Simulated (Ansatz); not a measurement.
Sn₄Se₃S: a bulk modulus from differences

It was reached by relaxing an invented guess, and it needn't be the stable form of this composition.

Theory: Ansatz 0.2.0, DFT PBE, scalar-relativistic, plane waves, PAW. The final run on the 8-atom cell used 420 eV, a Γ-centred 6×6×6 mesh, 0.02 eV smearing and no spin polarisation.

```
Sn Se S
1.0
     4.32312   -4.24814    0.00000
     4.32312    4.24814    0.00000
    -0.09837    0.00000    6.08677
Sn Se S
4 3 1
Direct
  0.50794 0.50794 0.48811
  0.00281 0.52640 0.01134
  0.00685 0.00685 0.47499
  0.52640 0.00281 0.01134
  0.49212 0.99344 0.48760
  0.49502 0.49502 0.00831
  0.99344 0.49212 0.48760
  0.97700 0.97700 0.03134
```

The cell was set to several volumes, with shape and atoms relaxed at each where symmetry leaves them free. Pressure is positive in compression, and energies count from the lowest row.

```csv
row,V (Å³/atom),P (GPa),ΔE (meV/atom)
1,24.593,6.10,53.0
2,25.431,4.05,26.7
3,26.269,?,?
4,27.108,0.89,2.0
5,27.946,0.00,0.0
6,28.785,-0.40,1.1
7,29.623,-0.61,3.7
8,30.741,-0.73,8.3
```

Task: Find B = −V·ΔP/ΔV from rows 4 and 6 and from rows 1 and 2, and from the two its slope B′ and its value B0 at zero pressure.

Result: Rows 4 and 6 give −(27.108 + 28.785)/2 × (-0.40 − (0.89))/(28.785 − 27.108) = 21.5 GPa at a mean pressure of 0.24 GPa. Rows 1 and 2 give −(24.593 + 25.431)/2 × (4.05 − (6.10))/(25.431 − 24.593) = 61.2 GPa at a mean pressure of 5.07 GPa. So B′ = (61.2 − 21.5)/(5.07 − (0.24)) = 8.22 and B0 = 21.5 − 8.22 × (0.24) = 19.5 GPa. A third-order Birch–Murnaghan fit to all the energies gives B0 = 20.0 GPa and B′ = 16.8.

Task: Estimate the pressure and energy of row 3.

Result: From row 5, V0 = 27.946 × (1 + (0.00)/19.5) = 27.946 Å³/atom. Murnaghan's form P = (B0/B′)·[(V0/V)^B′ − 1] gives (19.5/8.22) × [(27.946/26.269)^8.22 − 1] = 1.57 GPa; the computed pressure is 2.32 GPa, so the estimate is off by -0.75 GPa. The work of compression from row 4, with the mean of the two pressures, gives ΔE = 2.0 + (1.57 + 0.89)/2 × (27.108 − 26.269)/160.2 × 1000 = 8.4 meV/atom (1 eV/Å³ = 160.2 GPa); the computed value is 10.2 meV/atom.

Kohn–Sham gaps at this level usually fall short of measured ones. A band path finds a smaller gap than this mesh does: 0.16 eV. All volumes keep the k mesh of the relaxed cell. This cell was reached by moving the atoms of another relaxed cell at random and relaxing again, last within the group found; it had no such test of its own.

The solid is soft near equilibrium and stiffens quickly under compression, while tension levels off towards the largest volumes. The two estimates of B0 agree well, but those of B′ don't, because the stiffening is concentrated around zero pressure and slows at higher compression. A single slope drawn across the whole compressed range therefore misses the early rise, which is why row 3 is predicted at 1.57 GPa instead of 2.32 GPa. The energy estimate is too low mainly because it inherits that pressure.

The coordinates describe a distorted rock-salt arrangement in which sulfur sits clearly off-centre between its tin neighbours. Such distortions are typical of Sn(II), whose 5s electrons mix with anion p and Sn 5p states to favour unequal bonds. Expansion can then probably be taken up by the long, weak contacts at little cost, whereas compression evens out the bonds and brings stiffer repulsion into play. Confirming this would require the relaxed positions at each volume.
